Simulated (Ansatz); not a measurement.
Correcting a cheap level on S-containing molecules

The atomisation enthalpy at 298 K in kJ/mol of 7 S-containing molecules: x at PBE0-D4/def2-TZVPP, y from tabulated heats of molecules and atoms (CRC Handbook of Chemistry and Physics, NIST-JANAF tables). Shapes, held fixed at every level: PBE0-D4/def2-TZVP. Flexible molecules stand in one conformer, not always the lowest. Computed values hold a harmonic thermal term (PBE0-D4/def2-TZVP) and the atoms' spin-orbit lowering. Programs: Ansatz 0.2.0.

| molecule | x (kJ/mol) | y (kJ/mol) |
| --- | --- | --- |
| HBS (hydrogen boron sulfide) | 1022 | 1015 |
| SO2 (sulfur dioxide) | 1041 | 1072 |
| SOF2 (thionyl fluoride) | 1256 | 1229 |
| CHNS (isothiocyanic acid) | 1584 | ? |
| SO2F2 (sulfuryl fluoride) | 1675 | 1693 |
| CH4S (methanethiol) | 1888 | 1889 |
| S8 (cyclooctasulfur) | 2212 | 2115 |

Problem. Fit y = c + s·x to the known rows and predict y for CHNS.

Solution. 
1. Means of the 6 rows: x = 1515.67, y = 1502.2.
2. Σ(Δx)² = 1185341, Σ(Δx·Δy) = 1116789, so the slope is 1116789/1185341 = 0.94217.
3. Intercept: 1502.2 − (0.94217) × 1515.67 = 74.2. The largest residual of the fit is 43.
4. CHNS: 74.2 + 0.94217 × 1584 = 1567 kJ/mol.

The tabulated heats give 1557 kJ/mol, so the prediction is off by +10 kJ/mol, within the largest residual. Uncorrected, PBE0-D4/def2-TZVPP misses it by +27 kJ/mol, and the other rows by 30 on average. The line removes about 60 % of this miss. Left out in turn, the other rows are missed by 50 kJ/mol on average, worse than no correction. The heats of SO2F2 come from older tables and can be uncertain by 10 kJ/mol or more. The tabulated values of HBS, SOF2 are in doubt (older tables, estimates, or at odds with other calculations) and kept here.

The error follows the kind of bonding rather than the size of the atomisation enthalpy. Methanethiol, with ordinary single bonds, is almost exact uncorrected, while S8, not much higher on the scale, is overbound by far more than any other molecule. Its ring consists only of S–S bonds, so a modest error per bond adds up; the functional's description of these bonds and the dispersion term are both possible sources. SO2 errs the other way. Sulfur in high oxidation states, with short, polar S–O bonds, needs tight d functions to describe its polarisation, and their shortage in the basis probably contributes to the underbinding.

A straight line cannot represent errors of opposite sign that depend on bond type. Its slope below one largely reflects the pull of S8 at the end of the range, and it spoils the good value for methanethiol. The improvement for CHNS, which has cumulated N=C=S bonding and no S–S bond, is therefore probably fortuitous, and doesn't support a general scaling correction for sulfur compounds.
